Wannier functions of GaAs (two-atom cell), computed with GPAW 26.7.0 and Wannier90 3.1.0 from mBEEF density-functional theory with PAW data sets, a 600 eV plane-wave cutoff and no spin–orbit coupling. The k mesh was 8×8×8 for the density-functional calculation and 6×6×6 for the Wannier functions, eight of which were built from 11 bands.

| row | function a (fractional) | function b (fractional) | function c (fractional) | function spread (angstrom^2) |
| --- | --- | --- | --- | --- |
| 1 | 0.686 | 0.686 | 0.945 | 1.207 |
| 2 | 0.685 | 0.945 | 0.683 | 1.207 |
| 3 | 0.684 | 0.683 | 0.687 | 1.208 |
| 4 | 0.945 | 0.685 | 0.684 | 1.207 |
| 5 | -0.242 | 0.081 | 0.081 | 1.453 |
| 6 | 0.081 | -0.242 | 0.081 | 1.453 |
| 7 | 0.081 | 0.081 | -0.242 | 1.453 |
| 8 | 0.081 | 0.081 | 0.081 | 1.460 |

The eight rows are eight Wannier functions of one GaAs crystal: localised functions that together describe its filled bands and the lowest empty ones. The columns function a, b and c give the centre of each as fractions of the cell edges, and function spread is its mean square width about that centre. They come from a GPAW calculation with the mBEEF functional; the functions were built on a 6×6×6 mesh of k points, coarser than the 8×8×8 mesh of the underlying density-functional calculation. The centres average to (0.75, 0.75, 0.75) in rows 1–4 and to the origin in rows 5–8. These two points lie 2.448 Å apart, exactly the Ga–As contact, so it is reasonable to place an atom at each, with four functions around it. The distance alone does not prove this, because an empty site of this structure can lie just as far from an atom.

Rows 1–4 have the lower mean energy, 3.3 eV against 6.7 eV for rows 5–8. Arsenic holds its valence electrons more tightly than gallium, which argues for As at the first point and Ga at the second. Both assignments are inferences, and the estimate below rests on them.

Around each atom the four centres form a tetrahedron. In this slanted cell, if one centre is displaced by $(t,t,t)$, symmetry puts the other three at $(-3t,t,t)$, $(t,-3t,t)$ and $(t,t,-3t)$. The odd-looking 0.945 and −0.242 are therefore ordinary corners of a tetrahedron. Once the atom's position and the sign of $t$ are known, a single length, the distance $d$ from nucleus to centre, fixes all twelve coordinates around it.

That length comes from mixing s and p character. A pure s function is centred on its nucleus, and so is a pure p function, whose two lobes balance. In a mixture the two waves reinforce each other on one side and cancel on the other, so the charge shifts. Four equivalent functions made from one s and three p functions must each be one quarter s, and if s and p share the same radial shape, the shift is

$$d=\frac{\sqrt3}{2}\,\langle s|z|p_z\rangle=\frac{\bar r}{2},$$

where $z$ runs along the displacement and $\bar r$ is the mean distance of the electron from the nucleus.

Slater's screening rules supply $\bar r$. For a fourth-shell electron they give $\bar r = 8.4/(2\zeta)$ in bohr, with $\zeta=Z_\text{eff}/3.7$ and $Z_\text{eff}$ the nuclear charge left after screening. One step to the right in the p block adds a full proton, but the added electron screens only about a third of it. The atom contracts, and the centre moves closer to the nucleus.

**Row 3, arsenic.** The screened charge is $33-4(0.35)-18(0.85)-10=6.3$, so $\zeta=1.70$ and $\bar r=2.47$ bohr, or 1.305 Å. The offset is half of this, 0.653 Å. The cell diagonal is four contacts long, 9.79 Å, which makes the step $t=0.653/9.79=0.067$. The centre should lie at $0.75-0.067=0.683$ on each axis; the table has 0.684, 0.683 and 0.687.

**Row 5, gallium.** The screened charge is 5.0, which gives an offset of 0.82 Å and $t=0.084$. The predicted centre is (−0.252, 0.084, 0.084), against (−0.242, 0.081, 0.081) in the table.

Over the whole table the estimated offsets are about 2% too long for As and 4% too long for Ga, relative to the computed ones. No constant was adjusted to any row, the two worked ones included, but the sign of $t$ was read from the table. The output after this section lists all eight estimates. They test only two independent lengths, and the calculation had not fully converged in separating these bands from higher ones, so all centres and spreads are provisional. Symmetry makes the four functions of a set equivalent, so the small differences within a set have no physical meaning.

The same picture fails for the spread. Slater's functions give values 23% too large for As and 62% too large for Ga. A single typical value of 1.33 Å$^2$, the average of the table, does better and misses by at most about 10%.

A limiting case shows what is wrong. The spread is the mean square distance from the nucleus minus $d^2$. For a given $d$ and one quarter s character, it would be smallest if all the charge sat in a thin shell of radius $\bar r=2d$, which gives $4d^2-d^2=3d^2$. Four equivalent s–p mixtures on one atom cannot go below this, yet the Ga functions reach only 78% of it. The As functions sit almost at the limit, although a real orbital, whose charge is never confined to a thin shell, should lie clearly above it. The Ga functions therefore seem to contain something more, and the As functions probably do too: d character or tails on neighbouring atoms are candidates. The finite mesh of k points may also play a part, since it tends to make computed spreads too small. As computed, the functions are more compact than Slater's atom and more lopsided than a pure mixture, and in the offset these two errors largely cancel. Another crystal need not be so kind.

With the atoms placed as above, each centre lies directly opposite one of the four neighbours, in the gap between the other three, and not along a bond. The same s and p functions can form hybrids that point either way, so the rule gives the length of the shift but not its sign. A possible reason for the sign found here, untested, is that each function must stay orthogonal to those next door, which pushes charge out of the bond. The rule is meant for sets with four s–p functions on every atom, filled and empty states together, and it has been tested here on one crystal only. Wannier functions built from the filled bands alone would sit in the bonds, and half an atomic radius would not locate them.

Output of the analysis:

```
Centres by the rule (fractional):
  row    step_t   rule_a   rule_b   rule_c  largest_miss
    1  -0.06664   0.6834   0.6834   0.9499      0.004933
    2  -0.06664   0.6834   0.9499   0.6834      0.004933
    3  -0.06664   0.6834   0.6834   0.6834      0.003644
    4  -0.06664   0.9499   0.6834   0.6834      0.004933
    5   0.08397  -0.2519  0.08397  0.08397      0.009916
    6   0.08397  0.08397  -0.2519  0.08397      0.009916
    7   0.08397  0.08397  0.08397  -0.2519      0.009916
    8   0.08397  0.08397  0.08397  0.08397      0.002972
Lengths (angstrom) and spreads (angstrom^2):
  row  Slater_mean_radius  computed_offset  rule_offset  rule_spread  least_spread_pure_sp3
    1               1.305           0.6366       0.6527        1.481                  1.216
    2               1.305           0.6366       0.6527        1.481                  1.216
    3               1.305           0.6399       0.6527        1.481                  1.228
    4               1.305           0.6366       0.6527        1.481                  1.216
    5               1.645             0.79       0.8223        2.351                  1.872
    6               1.645             0.79       0.8223        2.351                  1.872
    7               1.645             0.79       0.8223        2.351                  1.872
    8               1.645           0.7932       0.8223        2.351                  1.888
Distance between the two set centres (angstrom): 2.448
Slater exponent used for rows 1-4, As (1/bohr): 1.703
Slater exponent used for rows 5-8, Ga (1/bohr): 1.351
Mean computed offset, rows 1-4 (angstrom): 0.6374
Mean computed offset, rows 5-8 (angstrom): 0.7908
Rule offset above computed, rows 1-4 (percent): 2.392
Rule offset above computed, rows 5-8 (percent): 3.99
Largest miss of any coordinate by the rule (fractional): 0.009916
Largest miss with one shared mean offset (percent): 12.18
Rule spread above computed, rows 1-4 (percent): 22.65
Rule spread above computed, rows 5-8 (percent): 61.59
Mean spread of all rows (angstrom^2): 1.331
Largest miss with this one mean spread (percent): 10.27
Computed spread relative to pure sp3 minimum, rows 1-4 (ratio): 0.9905
Computed spread relative to pure sp3 minimum, rows 5-8 (ratio): 0.7754
Mean on-site energy, rows 1-4 (eV): 3.285
Mean on-site energy, rows 5-8 (eV): 6.684
```
